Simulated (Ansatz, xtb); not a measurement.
## Relative energy of two isomers of C4H6Ge

We compare X, `C#C[C](=C)[GeH3]`, a singlet, with Y, `C#C/C=[CH]/[GeH3]`, a singlet. Both are isolated molecules in the gas phase, relaxed with B3LYP/def2-SVP.

Estimate which is lower in electronic energy at CCSD(T)/def2-SVP + ΔMP2/def2-TZVPP, and by roughly how much.

Too close to call at this level: CCSD(T)/def2-SVP + ΔMP2/def2-TZVPP gives E(Y) − E(X) = +0.036 eV.

The same difference at several levels:

```tsv
level	geometry	E(Y) − E(X) (eV)	departure from the last row (eV)	job, with rough time for the two
GFN2-xTB	GFN2-xTB	−0.050	−0.086	optimisation, 0.13 s
HF/STO-3G	GFN2-xTB	−0.041	−0.076	single point, 0.4 s
r2SCAN-D4/def2-SVP	GFN2-xTB	+0.014	−0.022	single point, 2.6 s
B3LYP/def2-SVP	B3LYP/def2-SVP	−0.009	−0.045	optimisation, 37 s
HF/def2-SVP	B3LYP/def2-SVP	−0.003	−0.039	part of the CCSD(T) run
MP2/def2-SVP	B3LYP/def2-SVP	+0.035	−0.001	part of the CCSD(T) run
CCSD(T)/def2-SVP	B3LYP/def2-SVP	+0.027	−0.009	single point
CCSD(T)/def2-SVP + ΔMP2/def2-TZVPP	B3LYP/def2-SVP	+0.036		single point, 44 s
```

As drawn, both hold the same kinds of bond in the same numbers.

The largest departure from CCSD(T)/def2-SVP + ΔMP2/def2-TZVPP is that of GFN2-xTB, 0.086 eV. The last row adds to CCSD(T) the change of the MP2 difference between the two basis sets, here +0.009 eV.

With thermal terms from frequencies at re-optimised GFN2-xTB minima (ideal gas, soft modes damped towards free rotors, one conformer each, 298.15 K, 1 atm): on the last row, ΔE + ΔZPE = +0.039, ΔH = +0.041, ΔG = +0.040 eV.

The correlated steps freeze 13 core orbitals; the filled d shell of Ge is correlated, in a basis made for valence electrons. Run with Ansatz 0.2.0, xtb 6.7.1; the last row on 2 threads of Intel(R) Xeon(R) 6975P-C (Granite Rapids) on a shared host.

The two isomers are nearly degenerate, with at most a slight lean towards X once correlation is included. This is chemically reasonable: both keep the conjugated vinylacetylene unit, and only the position of the germyl group on the alkene changes. The long Ge–C bond also eases the crowding that geminal substitution would otherwise bring in X.

On the same geometries, Hartree–Fock gives −0.003 eV and MP2 +0.035 eV, so the lean comes almost entirely from electron correlation. A probable source is medium-range attraction between the germyl and ethynyl groups, which sit on the same carbon in X but at opposite ends of the double bond in Y. Basis-set superposition could also favour the more compact isomer, but the preference grows slightly in the larger basis, which argues against that as the main cause. Vibrational and entropic terms barely alter the balance.

Near-equal energies do not imply easy interconversion, since moving the germyl group requires breaking a Ge–C bond, and the isomer obtained in practice may well be set by the synthetic route.
